Dear colleague,

your 729 nm laser takes $^{40}$Ca$^+$ from $4s\,^2S_{1/2}$ to $3d\,^2D_{5/2}$ through the gradient of the electric field. Below I derive the multipole form of the light-matter coupling, the emission rates it implies, the relative size of the terms, and the Rabi frequency that follows from the lifetime of the upper level.

## 1. Premises and conventions

(a) The electrons, of mass $m$ and charge $q=-e$ with $e>0$, obey the Pauli Hamiltonian. For one electron

$$H=\frac{[\mathbf p-q\mathbf A(\mathbf r,t)]^2}{2m}+q\phi(\mathbf r,t)+V-\frac{gq}{2m}\mathbf S\cdot\mathbf B(\mathbf r,t).$$

$V$ is the Coulomb energy with the nucleus and the other electrons. For many electrons every term but $V$ is summed over them. I set $g=2$, which drops a correction of 0.12 per cent to the spin moment. $\mathbf L=\mathbf r\times\mathbf p$ and $\mathbf S$ carry the unit $\hbar$.

(b) The nucleus is fixed at the origin.

(c) The light has no sources inside the atom, so $\nabla\cdot\mathbf E=0$ there. It is first given in the Coulomb gauge: $\phi=0$, $\nabla\cdot\mathbf A=0$, $\mathbf E=-\partial_t\mathbf A$, $\mathbf B=\nabla\times\mathbf A$.

(d) The states involved have a size $a$ with $ka\ll1$, where $k=\omega/c$.

Repeated Cartesian indices are summed, and $\partial_j$ acts on the spatial argument of a field. $H_0=p^2/2m+V$.

## 2. A gauge in which only E and B appear

For any function $\chi(\mathbf r,t)$ put $\psi'=e^{iq\chi/\hbar}\psi$. Since $e^{iq\chi/\hbar}\,\mathbf p\,e^{-iq\chi/\hbar}=\mathbf p-q\nabla\chi$ and $i\hbar\partial_t\psi'=e^{iq\chi/\hbar}(i\hbar\partial_t-q\,\partial_t\chi)\psi$, the new function obeys the Schrödinger equation with the same form of $H$ and with

$$\mathbf A'=\mathbf A+\nabla\chi,\qquad \phi'=\phi-\partial_t\chi .$$

$V$ and the spin term are functions of position and spin, and they commute with the phase. Choose the line integral from the nucleus to the electron,

$$\chi=-\int_0^1 \mathbf r\cdot\mathbf A(u\mathbf r,t)\,du .$$

The scalar potential follows from $\partial_t\mathbf A=-\mathbf E$:

$$\phi'=-\int_0^1\mathbf r\cdot\mathbf E(u\mathbf r,t)\,du.\tag{1}$$

For the vector potential, the gradient is $\partial\chi/\partial r_i=-\int_0^1[A_i+u\,r_j\partial_iA_j]\,du$ with the fields taken at $u\mathbf r$. The field at $\mathbf r$ itself can be written as $A_i(\mathbf r)=\int_0^1\frac{d}{du}[uA_i(u\mathbf r)]\,du=\int_0^1[A_i+u\,r_j\partial_jA_i]\,du$. In the sum the undifferentiated terms cancel and $u\,r_j(\partial_jA_i-\partial_iA_j)$ remains. As $(\mathbf r\times\mathbf B)_i=r_j(\partial_iA_j-\partial_jA_i)$,

$$\mathbf A'=-\int_0^1u\,\mathbf r\times\mathbf B(u\mathbf r,t)\,du.\tag{2}$$

Equations (1) and (2) are exact. This is the Poincaré or multipolar gauge, the classical-field form of the Power-Zienau-Woolley transformation. It obeys $\mathbf r\cdot\mathbf A'=0$.

## 3. Expansion about the nucleus

Insert $E_i(u\mathbf r)=E_i+u\,r_j\partial_jE_i+\dots$, where from here on fields and gradients without argument are taken at the origin. With $\int_0^1du=1$ and $\int_0^1u\,du=\tfrac12$,

$$q\phi'=-q\,r_iE_i-\frac q2\,r_ir_j\,\partial_jE_i+\dots,\qquad \mathbf A'=\tfrac12\mathbf B\times\mathbf r+\dots$$

Each omitted term carries a further factor of order $ka$. Keeping only the uniform part of $\mathbf B$ is consistent: $\mathbf B$ is already a first derivative of $\mathbf A$, as $\partial_jE_i$ is, so both belong to first order in $\mathbf k\cdot\mathbf r$ of the original potential.

Now square the kinetic momentum. The divergence of $\mathbf B\times\mathbf r$ vanishes for uniform $\mathbf B$, so $\mathbf p\cdot\mathbf A'=\mathbf A'\cdot\mathbf p=\tfrac12(\mathbf B\times\mathbf r)\cdot\mathbf p=\tfrac12\mathbf B\cdot\mathbf L$, and

$$\frac{(\mathbf p-q\mathbf A')^2}{2m}=\frac{p^2}{2m}-\frac{q}{2m}\mathbf L\cdot\mathbf B+\frac{q^2}{8m}(\mathbf r\times\mathbf B)^2 .$$

Adding the spin term at the origin gives

$$H=H_0-\mathbf d\cdot\mathbf E-\mathbf m\cdot\mathbf B-\frac q2\,r_ir_j\,\partial_jE_i+\frac{q^2}{8m}(\mathbf r\times\mathbf B)^2,\tag{3}$$

$$\mathbf d=q\mathbf r,\qquad \mathbf m=\frac{q}{2m}(\mathbf L+2\mathbf S)=-\frac{\mu_B}{\hbar}(\mathbf L+2\mathbf S),\qquad \mu_B=\frac{e\hbar}{2m}.$$

The terms are the electric dipole (E1), the magnetic dipole (M1), the electric quadrupole (E2) and the diamagnetic term, which is quadratic in the field.

The E2 term simplifies twice. The product $r_ir_j$ is symmetric, so only the symmetric part of $\partial_jE_i$ enters; the antisymmetric part is $\nabla\times\mathbf E=-\partial_t\mathbf B$ and is represented by M1. And because $\partial_iE_i=0$, a multiple of $\delta_{ij}$ may be subtracted freely:

$$H_{E2}=-\frac q2\,T_{ij}\,\partial_jE_i,\qquad T_{ij}=r_ir_j-\tfrac13r^2\delta_{ij}.$$

$T_{ij}$ is a pure rank-2 tensor of even parity.

One practical merit of (3): $\mathbf A'$ vanishes at the nucleus and is small over the atom, so $\mathbf p$ is the kinetic momentum up to a magnetic correction, and the eigenstates of $H_0$ keep their meaning as atomic levels while the light is on.

## 4. Agreement with the Coulomb gauge on resonance

Take the absorbing part of a plane wave, $\mathbf A=A_0\boldsymbol\epsilon\,e^{i(\mathbf k\cdot\mathbf r-\omega t)}$ with $\boldsymbol\epsilon\cdot\mathbf k=0$, so that $\mathbf E=i\omega\mathbf A$ and $\mathbf B=i\mathbf k\times\mathbf A$. The term of $-(q/m)\mathbf A\cdot\mathbf p$ that is linear in $\mathbf k$ is $-(iqA_0/m)(\mathbf k\cdot\mathbf r)(\boldsymbol\epsilon\cdot\mathbf p)$, the time factor omitted. Split the product:

$$(\mathbf k\cdot\mathbf r)(\boldsymbol\epsilon\cdot\mathbf p)=\tfrac12(\mathbf k\times\boldsymbol\epsilon)\cdot\mathbf L+\tfrac12\big[(\mathbf k\cdot\mathbf r)(\boldsymbol\epsilon\cdot\mathbf p)+(\boldsymbol\epsilon\cdot\mathbf r)(\mathbf k\cdot\mathbf p)\big].$$

Operator order does not matter, since $[\mathbf k\cdot\mathbf r,\boldsymbol\epsilon\cdot\mathbf p]=i\hbar\,\mathbf k\cdot\boldsymbol\epsilon=0$. The first part gives $-(q/2m)\mathbf B\cdot\mathbf L$, the orbital M1 term. For the second, $[r_i,H_0]=i\hbar p_i/m$ holds when $V$ depends on positions only, so with $X=(\boldsymbol\epsilon\cdot\mathbf r)(\mathbf k\cdot\mathbf r)$ the square bracket equals $(m/i\hbar)[X,H_0]$. Between eigenstates, $\langle f|[X,H_0]|i\rangle=-\hbar\omega_{fi}X_{fi}$ with $\hbar\omega_{fi}=E_f-E_i$, and the coupling is $\tfrac12qA_0\,\omega_{fi}X_{fi}$. Equation (3) gives $-\tfrac q2(i\omega A_0)(i)X_{fi}=\tfrac12qA_0\,\omega X_{fi}$. The two differ by the factor $\omega_{fi}/\omega$, and the same argument with $X=\boldsymbol\epsilon\cdot\mathbf r$ gives the same factor for E1. On resonance the first-order amplitudes coincide. Off resonance single matrix elements depend on the gauge, and only complete sums, with the $A^2$ term included, agree.

## 5. Spontaneous emission rates

In the Coulomb gauge the quantised $\mathbf A$ is the free-field operator, and one-photon emission conserves energy, so by Section 4 its amplitude may be computed from (3) with an electric amplitude $\sqrt{\hbar\omega/2\epsilon_0\mathcal V}$ per mode in a volume $\mathcal V$. The emitting part of a mode goes as $\boldsymbol\epsilon\,e^{-ik\mathbf n\cdot\mathbf r}$ with $\mathbf B=\mathbf n\times\mathbf E/c$; I use two real polarisation vectors for each direction $\mathbf n$. Up to a common phase the transition operator is

$$O=\boldsymbol\epsilon\cdot\mathbf d+\frac1c(\mathbf n\times\boldsymbol\epsilon)\cdot\mathbf m-\frac{ikq}{2}\,\epsilon_in_jT_{ij}.$$

The golden rule with $\mathcal V\omega^2d\omega\,d\Omega/(2\pi c)^3$ modes per polarisation gives

$$\Gamma=\frac{2\pi}{\hbar^2}\,\frac{\hbar\omega}{2\epsilon_0\mathcal V}\,\frac{\mathcal V\omega^2}{(2\pi c)^3}\sum_\epsilon\int|O_{fi}|^2d\Omega=\frac{\omega^3}{8\pi^2\epsilon_0\hbar c^3}\sum_\epsilon\int|O_{fi}|^2d\Omega .$$

The tools are $\sum_\epsilon\epsilon_i\epsilon_l=\delta_{il}-n_in_l$ and the directional averages $\overline{n_in_j}=\delta_{ij}/3$ and $\overline{n_in_jn_kn_l}=(\delta_{ij}\delta_{kl}+\delta_{ik}\delta_{jl}+\delta_{il}\delta_{jk})/15$.

*Cross terms.* E1 is odd under parity while M1 and E2 are even, so between states of definite parity E1 never interferes with them. The M1-E2 term contains $\sum_\epsilon\epsilon_i(\mathbf n\times\boldsymbol\epsilon)_k=\varepsilon_{kli}n_l$; averaging $n_ln_j$ leaves $\varepsilon_{kji}T_{ij}/3$, which is zero because $T$ is symmetric. The rates add.

*E1 and M1.* $\sum_\epsilon\int|\boldsymbol\epsilon\cdot\mathbf v|^2d\Omega=4\pi(1-\tfrac13)|\mathbf v|^2$, and the vectors $\mathbf n\times\boldsymbol\epsilon$ span the same plane as the $\boldsymbol\epsilon$. With $\alpha=e^2/4\pi\epsilon_0\hbar c$, the Bohr radius $a_0$ and $\mu_B/ec=\hbar/2mc=\alpha a_0/2$,

$$\Gamma_{E1}=\tfrac43\alpha ck^3|\mathbf r_{fi}|^2,\qquad \Gamma_{M1}=\tfrac43\alpha ck^3\Big(\frac{\alpha a_0}{2}\Big)^2\frac{|(\mathbf L+2\mathbf S)_{fi}|^2}{\hbar^2}.\tag{4}$$

*E2.* For the symmetric traceless matrix of elements $T_{ij}\equiv\langle f|T_{ij}|i\rangle$, the average of $n_jn_lT_{ij}T^*_{il}-|n_in_jT_{ij}|^2$ is $(\tfrac13-\tfrac2{15})T_{ij}T^*_{ij}=\tfrac15T_{ij}T^*_{ij}$. Hence $\Gamma_{E2}=\frac{\omega^3}{8\pi^2\epsilon_0\hbar c^3}\frac{e^2k^2}{4}\frac{4\pi}{5}T_{ij}T^*_{ij}=\frac{1}{10}\alpha ck^5T_{ij}T^*_{ij}$. To pass to spherical components define $Q_\mu=r^2C_{2\mu}$ with $C_{l\mu}=\sqrt{4\pi/(2l+1)}\,Y_{l\mu}$. For two points whose directions enclose the angle $\vartheta$, $T_{ij}(\mathbf r)T_{ij}(\mathbf r')=r^2r'^2(\cos^2\vartheta-\tfrac13)=\tfrac23r^2r'^2P_2(\cos\vartheta)$, which by the addition theorem is $\tfrac23\sum_\mu Q_\mu(\mathbf r)Q^*_\mu(\mathbf r')$. Integrating this over the two transition densities gives

$$\Gamma_{E2}=\frac{\alpha ck^5}{15}\sum_\mu|\langle f|Q_\mu|i\rangle|^2.\tag{5}$$

*Decay to an s state.* For one electron going from $l,m_l$ to $l=0$ only $\mu=-m_l$ contributes, and $|\int Y_{00}^*C_{l,-m_l}Y_{lm_l}d\Omega|^2=1/(2l+1)$. With normalised radial functions define $R_1=\int R_sR_p\,r^3dr$ and $R_2=\int R_sR_d\,r^4dr$. Also $|\mathbf r_{fi}|^2=\sum_\mu|\langle f|rC_{1\mu}|i\rangle|^2$. Then

$$\Gamma_{p\to s}=\tfrac49\alpha ck^3R_1^2,\qquad \Gamma_{d\to s}=\tfrac1{75}\alpha ck^5R_2^2.\tag{6}$$

Spin coupling leaves these unchanged. A state $|j,m_j\rangle$ is a sum of at most two products $|m_l,m_s\rangle$ with different $m_s$; they decay to different final spin states, so their weights add to one.

## 6. Selection rules and relative size

E1 has rank 1 and odd parity. M1 has rank 1 and even parity. E2 has rank 2 and even parity, so it needs $|J-J'|\le2\le J+J'$ and $|\Delta m_J|\le2$. For one electron in a central field $\mathbf L+2\mathbf S$ acts neither on the radial function nor on $l$, so M1 connects only Zeeman and fine-structure levels of one $nl$ shell.

Per unit electric amplitude the three couplings have the scales $ea$, $\mu_B/c$ and $eka^2/2$. Relative to E1, the M1 amplitude is $\alpha a_0/2a$, independent of frequency, with $\alpha/2=3.65\times10^{-3}$; the E2 amplitude is $ka/2$, linear in frequency. For rates the angular factors matter. From (6), at one and the same frequency and with the definition $a\equiv|R_2/R_1|$,

$$\frac{\Gamma_{d\to s}}{\Gamma_{p\to s}}=\frac{3}{100}\,(ka)^2.\tag{7}$$

The scaling is $(ka)^2$, and the prefactor lowers it by more than an order of magnitude.

In a hydrogenic ion a transition between low shells has $\hbar\omega\sim\tfrac12(Z\alpha)^2mc^2$ and $a\sim a_0/Z=\hbar/Z\alpha mc$, so $ka$ and $\alpha a_0/a$ are both of order $Z\alpha$. A clean case is $3d\to1s$ against $3p\to1s$, which share one frequency in the Schrödinger theory: $\hbar ck=\tfrac89\cdot\tfrac12(Z\alpha)^2mc^2$, so $k=\tfrac49Z^2\alpha/a_0$. With $\rho=Zr/a_0$ and functions normalised in $\rho$,

$$R_{1s}=2e^{-\rho},\quad R_{3p}=\frac{8}{27\sqrt6}\rho\Big(1-\frac\rho6\Big)e^{-\rho/3},\quad R_{3d}=\frac{4}{81\sqrt{30}}\rho^2e^{-\rho/3},$$

and $\int_0^\infty\rho^ne^{-4\rho/3}d\rho=n!\,(3/4)^{n+1}$ yields

$$R_1=\frac{81}{64\sqrt6}\frac{a_0}{Z},\qquad R_2=\frac{1215}{128\sqrt{30}}\frac{a_0^2}{Z^2},\qquad a^2=\frac{45}{4}\frac{a_0^2}{Z^2}.$$

Then $(ka)^2=\tfrac{20}{9}(Z\alpha)^2$, and (7) becomes $(Z\alpha)^2/15$, which is $3.55\times10^{-6}$ for hydrogen. The estimate $ka\sim Z\alpha$ rests on the photon energy being comparable with the binding energy at the radius $a$. It overestimates $ka$ for a line between close-lying levels, and the calcium line is such a case.

## 7. Rabi frequency from the lifetime

Let the laser be $\mathbf E=E_0\boldsymbol\epsilon\cos(k\mathbf n\cdot\mathbf r-\omega t)$. At the origin $\partial_jE_i=E_0k\,\epsilon_in_j\sin\omega t$, so for $q=-e$

$$H_{E2}=\tfrac12eE_0k\,(\boldsymbol\epsilon\cdot\mathbf r)(\mathbf n\cdot\mathbf r)\sin\omega t .$$

Define $\hbar\Omega$ as the modulus of the matrix element that multiplies $\sin\omega t$. In the rotating-wave approximation the resonant upper population is $\sin^2(\Omega t/2)$, and a $\pi$ pulse lasts $\pi/\Omega$.

Take the static field along $z$, the beam along $x$ and the polarisation along $y$. The operator is $xy=\tfrac12r^2\sin^2\theta\sin2\varphi$. With $C_{2,\pm2}=\sqrt{3/8}\,\sin^2\theta\,e^{\pm2i\varphi}$,

$$xy=\frac{Q_2-Q_{-2}}{i\sqrt6},$$

so this geometry drives $\Delta m_J=\pm2$ only. Consider $|S_{1/2},\tfrac12\rangle\to|D_{5/2},\tfrac52\rangle$ and call $M=|\langle D|Q_2|S\rangle|$. Then $\Omega=eE_0kM/(2\sqrt6\,\hbar)$. The stretched upper state can decay by E2 to $m_J=+\tfrac12$ only, because $m_J=-\tfrac12$ would need $\Delta m_J=3$. Equation (5) therefore has a single term, $\Gamma=\alpha ck^5M^2/15$, and by rotational invariance this is the E2 rate of every sublevel to $S_{1/2}$. Eliminating $M$,

$$\Omega=\frac{eE_0}{\hbar}\sqrt{\frac{5\,\Gamma}{8\,\alpha ck^3}}.\tag{8}$$

No one-electron picture entered: $Q_\mu$ may be the sum over all electrons. In the one-electron model $M=R_2/\sqrt5$.

M1 cannot compete on this line. A rank-1 operator does not connect $J=\tfrac12$ with $J=\tfrac52$, whatever the wave functions, and $^{40}$Ca has no nuclear spin to mix values of $J$. It does act inside the $3d$ doublet. There $\mathbf L+2\mathbf S=\mathbf J+\mathbf S$, and only $\mathbf S$ changes $J$. From $|\tfrac52,\tfrac52\rangle=|m_l=2,\uparrow\rangle$, $S_-$ gives $\hbar|2,\downarrow\rangle$, which has weight $\tfrac45$ on $|\tfrac32,\tfrac32\rangle$, while $S_z$ and $S_+$ give nothing in $J=\tfrac32$. Since $|\mathbf S_{fi}|^2=|S_z|^2+\tfrac12(|S_+|^2+|S_-|^2)$, the last factor in (4) is $\tfrac25$.

## 8. Range of validity

1. $ka\ll1$. The next terms in (1), (2) and the spin coupling are E3 and M2, of odd parity, which do not connect $S$ with $D$. The first corrections to this line are the retardation of E2, of relative order $(ka)^2$, and M3, whose spin part has the scale $\mu_Bk^2a^2/c$ and so the relative order $\hbar\omega/mc^2$.
2. Relativity. Sections 2 and 3 survive if $H_0$ contains spin-orbit coupling built on $\mathbf p-q\mathbf A$. The extra term linear in the uniform $\mathbf B$ is again of rank 1, and corrections of E2 type change $M$ but leave (8) intact. The step $[r_i,H_0]=i\hbar p_i/m$ and the hydrogenic ratio hold up to relative order $(Z\alpha)^2$.
3. Motion. For a nucleus at $\mathbf R$ the fields are taken at $\mathbf R$, and the coupling gains the factor $e^{i\mathbf k\cdot\mathbf R}$, which is not expanded in this derivation. For the ground state of a trap of frequency $\omega_t$ along the beam the carrier is multiplied by $e^{-\eta^2/2}$, with $\eta=k\sqrt{\hbar/2M_{\rm ion}\omega_t}$. Recoil corrections to the moments are of order $m/M_{\rm ion}$, and the net charge makes the ion quiver with amplitude $eE_0/M_{\rm ion}\omega^2$. Moving the origin adds multiples of $\mathbf r$ and of the unit operator to $r_ir_j$, which have no $S$-$D$ element.
4. Weak field. Equation (8) treats two levels. E1 in second order and the diamagnetic term shift them. In a static field $B_s$ the diamagnetic term also has a cross term $(e^2/4m)(\mathbf r\times\mathbf B_s)\cdot(\mathbf r\times\mathbf B)$ at the laser frequency with a rank-2 part; dividing $e^2B_sE_0a^2/4mc$ by $eE_0ka^2/2$ gives the relative scale $\mu_BB_s/\hbar\omega$.
5. Plane wave. On the axis of a Gaussian beam of waist $w_0$ the gradients differ from plane-wave values at relative order $(kw_0)^{-2}$. In a standing wave E2 is strongest at the nodes of $\mathbf E$, where the gradient peaks.

## 9. Numbers for Ca$^+$

The atomic inputs are approximate typical values, chosen so that the model has the usual decay rates of this ion: $\lambda=729$ nm and lifetime 1.17 s for $D_{5/2}$; 393 nm and partial rate $1.4\times10^8$ s$^{-1}$ for $4p\,^2P_{3/2}\to4s$; $3d$ splitting 61 cm$^{-1}$; mass 40 u. The rates are inputs, so nothing below tests them. The assumed apparatus is $P=10$ mW, $w_0=50\ \mu$m (radius at $1/e^2$ intensity), $B_s=0.4$ mT and $\omega_t=2\pi\times1$ MHz.

*Branching.* Equation (4) with $k=2\pi\times6100$ m$^{-1}$ and the factor $\tfrac25$ gives $2.4\times10^{-6}$ s$^{-1}$ for M1 decay to $D_{3/2}$, a fraction $2.9\times10^{-6}$ of the total. E2 decay within the doublet carries the ratio of wavenumbers to the fifth power, $1.7\times10^{-12}$. The whole rate $\Gamma=0.855$ s$^{-1}$ may be assigned to the 729 nm line, whose natural width is $\Gamma/2\pi=0.14$ Hz.

*Sizes.* $k=8.62\times10^6$ m$^{-1}$, $ka_0=4.56\times10^{-4}$, $\hbar\omega=1.70$ eV. Inverting (6) gives the effective integrals $R_2=8.9\,a_0^2$ and $R_1=3.5\,a_0$, which absorb the response of the core. Thus $a=2.5\,a_0$, $ka=1.1\times10^{-3}$, $(ka)^2=1.3\times10^{-6}$, and (7) gives $3.9\times10^{-8}$. This compares the line with a dipole line of the same $R_1$ moved to 729 nm, which would decay at $2.2\times10^7$ s$^{-1}$. Against the 393 nm line at its own frequency the ratio is $6.1\times10^{-9}$, smaller by $(393/729)^3=0.157$. The hydrogenic result with $Z=2$, the charge of the Ca$^{2+}$ core, would be $1.4\times10^{-5}$, which is $3.6\times10^2$ times larger: it belongs to a 48 eV photon and $a=1.7\,a_0$.

*Laser.* The peak intensity is $I=2P/\pi w_0^2=2.55\times10^6$ W m$^{-2}$, so $E_0=\sqrt{2I/c\epsilon_0}=4.38\times10^4$ V m$^{-1}$ and $B_0=E_0/c=1.46\times10^{-4}$ T. The square root in (8) is $1.95\times10^{-14}$ m, and $\Omega=1.30\times10^6$ s$^{-1}$. The four terms of (3) at this intensity compare as follows.

| term | expression | value |
|---|---|---|
| E1, $s$-$p$ element | $eE_0R_1/\sqrt3h$ | 1.1 GHz |
| M1 scale, forbidden on this line | $\mu_BB_0/h$ | 2.0 MHz |
| E2, stretched component | $\Omega/2\pi$ | 0.21 MHz |
| diamagnetic mean shift | $e^2B_0^2\langle r_\perp^2\rangle/16mh$ | 1.6 mHz |

The last row uses the time average $B_0^2/2$ and an assumed $\langle r_\perp^2\rangle=10\,a_0^2$ for the valence electron, $r_\perp$ being the distance from the axis of $\mathbf B$. The M1 scale is about ten times the E2 coupling, so it is the angular-momentum rule that removes it, and no smallness of the term. The E2 to E1 amplitude ratio is $ka/2\sqrt{10}=1.8\times10^{-4}$.

*Neglected terms.* $\hbar\omega/mc^2=3.3\times10^{-6}$, $\mu_BB_s/\hbar\omega=1.4\times10^{-8}$, $m/M_{\rm ion}=1.4\times10^{-5}$, $(kw_0)^{-2}=5.4\times10^{-6}$, quiver amplitude $1.6\times10^{-20}$ m. The Lamb-Dicke parameter is $\eta=0.097$ and the carrier factor 0.995. The one that matters for spectroscopy is E1 in second order. For $4s$, with both $4p$ levels placed at $\omega_0=2\pi c/(393\ \mathrm{nm})$ and $\sum_n|\langle n|y|s\rangle|^2=R_1^2/3$,

$$\Delta E=-\frac{e^2E_0^2}{4}\,\frac{R_1^2}{3\hbar}\Big[\frac1{\omega_0-\omega}+\frac1{\omega_0+\omega}\Big],$$

which lowers the level by 1.2 kHz. The $D$ level has a shift of the same kind through $4p$ and the $f$ states, which these inputs do not fix. A shift of this order is below one per cent of $\Omega/2\pi$ and hardly affects the amplitude of a $\pi$ pulse, but it is thousands of natural widths and must be calibrated in any measurement of the line centre.

For the stretched $\Delta m_J=2$ component, an ion on the beam axis and the inputs above, the model's Rabi frequency is $\Omega=2\pi\times0.21$ MHz and its $\pi$ pulse lasts 2.4 $\mu$s. By (8) $\Omega$ scales as $\sqrt{P\,\Gamma}/w_0$, so its uncertainty in practice is set by the intensity at the ion, with the lifetime entering only through a square root.